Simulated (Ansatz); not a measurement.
Correcting a cheap level on B-containing molecules

The atomisation energy (no zero-point term) in kJ/mol of 6 B-containing molecules: x at MP2/def2-SVP, y at CCSD(T)/CBS estimate. Shapes, held fixed at every level: PBE0-D4/def2-TZVP. Flexible molecules stand in one conformer, not always the lowest. Programs: Ansatz 0.2.0.

| molecule | x (kJ/mol) | y (kJ/mol) |
| --- | --- | --- |
| B2H6S2 (SMILES [BH2-]1[SH+][BH2-][SH+]1) | 3064 | 3209 |
| CH8BN (SMILES [BH3-][NH2+]C) | 3589 | 3767 |
| C2H6BN (SMILES [BH3-]C#[N+]C) | 3677 | 3791 |
| C2H6BN (SMILES [BH3-][N+]#CC) | 3728 | 3833 |
| C2H9BS (SMILES [BH3-][S+](C)C) | 4284 | ? |
| BH(CH3)2(OH2) | 4570 | 4749 |

Task: Fit y = c + s·x to the known rows and predict y for C2H9BS.

Result: 
1. Means of the 5 rows: x = 3725.60, y = 3869.8.
2. Σ(Δx)² = 1171753, Σ(Δx·Δy) = 1197366, so the slope is 1197366/1171753 = 1.0219.
3. Intercept: 3869.8 − (1.0219) × 3725.60 = 62.6. The largest residual of the fit is 39.
4. C2H9BS: 62.6 + 1.0219 × 4284 = 4440 kJ/mol.

CCSD(T)/CBS estimate gives 4505 kJ/mol, so the prediction is off by -65 kJ/mol, more than the largest residual. Uncorrected, MP2/def2-SVP misses C2H9BS by -221 kJ/mol, and the other rows by 144 on average. The line removes about 70 % of this miss. Left out in turn, the other rows are missed by 51 kJ/mol on average. The CBS estimate extrapolates MP2 from def2-TZVPP and def2-QZVPP and adds CCSD(T) − MP2 in the triple-zeta set, cores frozen.

MP2/def2-SVP underbinds every molecule here, but the shortfall follows the kind of bonding more than the size of the atomisation energy, which is all a straight line can see. It is smallest for the nitrile and isonitrile adducts and clearly larger for the hydrogen-rich, saturated amine and water adducts. A small basis recovers too little of the correlation energy gained when electrons pair into bonds, and each additional X–H bond adds to the deficit. In the C≡N group, MP2's usual overestimate of multiple-bond correlation probably cancels part of it.

C2H9BS combines many single bonds with sulfur, whose valence shell needs more polarisation functions than such a basis offers. This suggests why its deficit exceeds that of the equally hydrogen-rich water adduct, and why a line drawn partly through the unsaturated adducts corrects it too little. The fit therefore supports a rough offset for this set, not a transferable correction for boron compounds. Nor do errors in total atomisation energies measure errors in the dative bond strengths, where much of the deficit would cancel between adduct and fragments.
